**Results and discussion**

Loading this dot comes down to two questions: how many electrons the well holds, and at which electron numbers the next one becomes expensive. In exchange-only LDA, and in effective atomic units, each electron added within a shell costs about 0.17 hartree* more than the last. Opening a new shell adds a further 0.07 to 0.15. Starting near $-4$ hartree*, these steps use up the binding at about twenty electrons. From four electrons on, the tabulated states are fully spin-polarised and probably not all ground states, a limit taken up at the end.

Electrons in a spherical dot with a Woods-Saxon well (depth 4.24 hartree*, radius 7.19 bohr*, edge 0.67 bohr*), from the radks radial solver with Libxc: spin-polarised exchange-only LDA, m-averaged shells, greedy filling. Starred units are effective atomic units; levels are numbered by radial order. Chemical potential is E(N)-E(N-1), addition energy E(N+1)+E(N-1)-2E(N).

| electrons | chemical potential (hartree*) | unpaired electrons | rms radius (bohr*) | highest eigenvalue (hartree*) | highest level | addition energy (hartree*) |
| --- | --- | --- | --- | --- | --- | --- |
| 1 | -4.073 | 1 | 3.295 | -3.970 | 1s up | n/a |
| 2 | -3.797 | 0 | 3.568 | -3.708 | 1s up | 0.2914 |
| 3 | -3.505 | 1 | 3.855 | -3.413 | 1p up | 0.1772 |
| 4 | -3.328 | 4 | 4.079 | -3.248 | 1p up | 0.3111 |
| 5 | -3.017 | 5 | 4.237 | -2.925 | 1d up | 0.1832 |
| 6 | -2.834 | 6 | 4.354 | -2.742 | 1d up | 0.1828 |
| 7 | -2.651 | 7 | 4.448 | -2.560 | 1d up | 0.1818 |
| 8 | -2.469 | 8 | 4.528 | -2.379 | 1d up | 0.1807 |
| 9 | -2.289 | 9 | 4.597 | -2.199 | 1d up | 0.3290 |
| 10 | -1.960 | 10 | 4.674 | -1.873 | 1f up | 0.1728 |
| 11 | -1.787 | 11 | 4.741 | -1.701 | 1f up | 0.1721 |
| 12 | -1.615 | 12 | 4.801 | -1.529 | 1f up | 0.1714 |
| 13 | -1.443 | 13 | 4.855 | -1.358 | 1f up | 0.1707 |
| 14 | -1.273 | 14 | 4.904 | -1.187 | 1f up | 0.1699 |
| 15 | -1.103 | 15 | 4.949 | -1.018 | 1f up | 0.1691 |
| 16 | -0.9335 | 16 | 4.991 | -0.8492 | 1f up | 0.2692 |
| 17 | -0.6643 | 17 | 4.988 | -0.5625 | 2s up | 0.2339 |
| 18 | -0.4304 | 18 | 5.033 | -0.3486 | 1g up | 0.1633 |
| 19 | -0.2671 | 19 | 5.076 | -0.1856 | 1g up | 0.1628 |
| 20 | -0.1043 | 20 | 5.116 | -0.02311 | 1g up | n/a |

The chemical potential is $\mu(N)=E(N)-E(N-1)$, and the addition energy is $\Delta(N)=\mu(N+1)-\mu(N)$. From $N=4$ on, the unpaired electrons equal $N$, so no orbital is doubly filled and the 1s, 1p, 1d and 1f shells close at 1, 4, 9 and 16. The peaks of $\Delta$ at 4, 9 and 16 are these single-spin closures. At $N=8$, a closed shell if electrons were paired, there is no peak.

**The rule.** A charge $N$ on a sphere of radius $R_c$ has energy $N^2/2R_c$, so $\mu$ rises by $U=1/R_c$ per electron. The new electron also needs the kinetic energy of its level, taken from a hard spherical box with the well radius $R=7.19$ bohr*. That energy is $x^2/2R^2$, where $x$ is the zero of the spherical Bessel function for the level and $1/2R^2=0.00967$. Together:

$$\mu(N)\approx A+U\,(N-1)+\frac{x^2}{2R^2},\qquad \Delta\approx U+\text{level gap}$$

$$x:\ \ 3.142\ (1s),\ 4.493\ (1p),\ 5.763\ (1d),\ 6.988\ (1f),\ 8.183\ (1g)$$

A least-squares straight line through $\mu-x^2/2R^2$ for $N=5$–16 and 18–20, where both energies are polarised and the level has no radial node, gives $A=-4.00$ and $U=0.172$ hartree* after rounding. The offset $A$ absorbs the well depth, exchange, wall energy and the curvature of the data, and has no meaning of its own.

**Worked rows.** The tenth electron enters 1f and the nineteenth 1g; both rows were part of the fit.

$$\mu(10)=-4.00+9(0.172)+0.00967(6.988)^2=-4.00+1.548+0.472=-1.980$$

$$\mu(19)=-4.00+18(0.172)+0.00967(8.183)^2=-4.00+3.096+0.648=-0.256$$

The table has $-1.960$ and $-0.267$, so the rule is 0.020 too low and 0.011 too high.

The highest eigenvalue $\varepsilon$ follows without a new constant. By Janak's theorem $\mu(N)$ is the eigenvalue averaged over the filling of the last electron, and an eigenvalue rising linearly by $U$ ends $U/2$ above its average. For $N=10$ this gives $-1.980+0.086=-1.894$ against the tabulated $-1.873$. Within shells $2(\varepsilon-\mu)$ equals $\Delta$ to about the rounding, which is expected of a smooth, spherically averaged LDA energy and says nothing on the size of $U$.

**Why $U$ has this size.** The length $1/U=5.8$ bohr* lies between the rms radius of the cloud and the well radius. The energy parts of the $N=10$ calculation give a check: at frozen shape the Hartree energy $E_H$ scales as $N^2$ and the exchange energy $E_x$ as $N^{4/3}$, so the step is $2E_H/N^2+\tfrac49E_x/N^2=0.200-0.009$. This is 0.191, above the tabulated step. Theory argues the sign of the difference, since the cloud relaxes outward and the new orbital lies further out than the average one, but the two shares are not separated here.

**Accuracy.** Over the fitted rows the error in $\mu$ is 0.017 hartree* rms and 0.026 at worst, a tenth of one charging step on average. The misfit is systematic: the in-shell $\Delta$ falls steadily from 0.1832 to 0.1628 while the rms radius grows, as $1/R_c$ should for a swelling cloud. A constant $U$ therefore puts $\mu$ too high at both ends of the range and too low in the middle.

That drift also limits extrapolation. A line fitted to $N=5$–16 alone overshoots rows 18–20 by 0.04 to 0.06 hartree*. Letting $U$ fall linearly with $N$, as a third least-squares constant on the same fifteen rows, cuts the worst error to 0.003. Extrapolated to a twenty-first electron in 1g, the two-constant rule gives a positive $\mu$, which would mean no binding.

The box gaps can be tested on the peaks directly. Subtracting the neighbouring in-shell steps leaves 0.152 at the 1d–1f closure, against 0.151 from the box. The match holds near the top filled level of the larger dots and fails for the spectrum as a whole: the computed 1s–1p gap is 0.135 at $N=1$ and 0.071 at $N=10$, on either side of the box value. A likely reading, untested here, is that the soft edge narrows the well while repulsion pushes charge outward, and that the two roughly cancel near the top level once several shells are filled.

**Where the rule fails.** The box puts 2s below 1f, yet the calculation fills it at $N=17$, where the rule is 0.20 hartree* too low and both adjacent addition energies are wrong by about as much. The 2s orbital is compact, with a mean radius of 3.32 bohr* against 4.87 for 1f in the $N=10$ calculation. It samples the interior, where the repulsive potential of a spherical cloud is highest, and is lifted above 1f. Levels with a radial node should thus be expected later than the box order says.

Rows 1–4 lie outside the fit. The rule is 0.17 too high for the single electron, where LDA also leaves a spurious self-repulsion of 0.020, and 0.04 to 0.06 too high for the others. Rows 2 and 3 have a paired 1s shell, so $\mu(4)$, $\Delta(3)$ and $\Delta(4)$ include a spin flip, and their closeness to the rule is no test of it.

The rule describes one well with spherically averaged shells. The averaging forbids deformation and splitting of open shells, so the even steps within a shell are partly built in. The rule also describes the fully polarised filling, which comes from a greedy search that can miss a lower configuration and is probably not the lowest state at $N=10$. Refilling the $N=10$ levels as $1s^2\,1p^6\,1d^2$ lowers their sum by 0.68 hartree*, while unpolarising at fixed density scales exchange by $2^{-1/3}$ and costs 0.42. The estimate favours the paired filling by about 0.26, and correlation, absent here, normally favours low spin further. Whether the ground states are paired at other $N$, which would be expected to move the main peaks towards 8 and 18, is the question that fixed-spin calculations would settle.
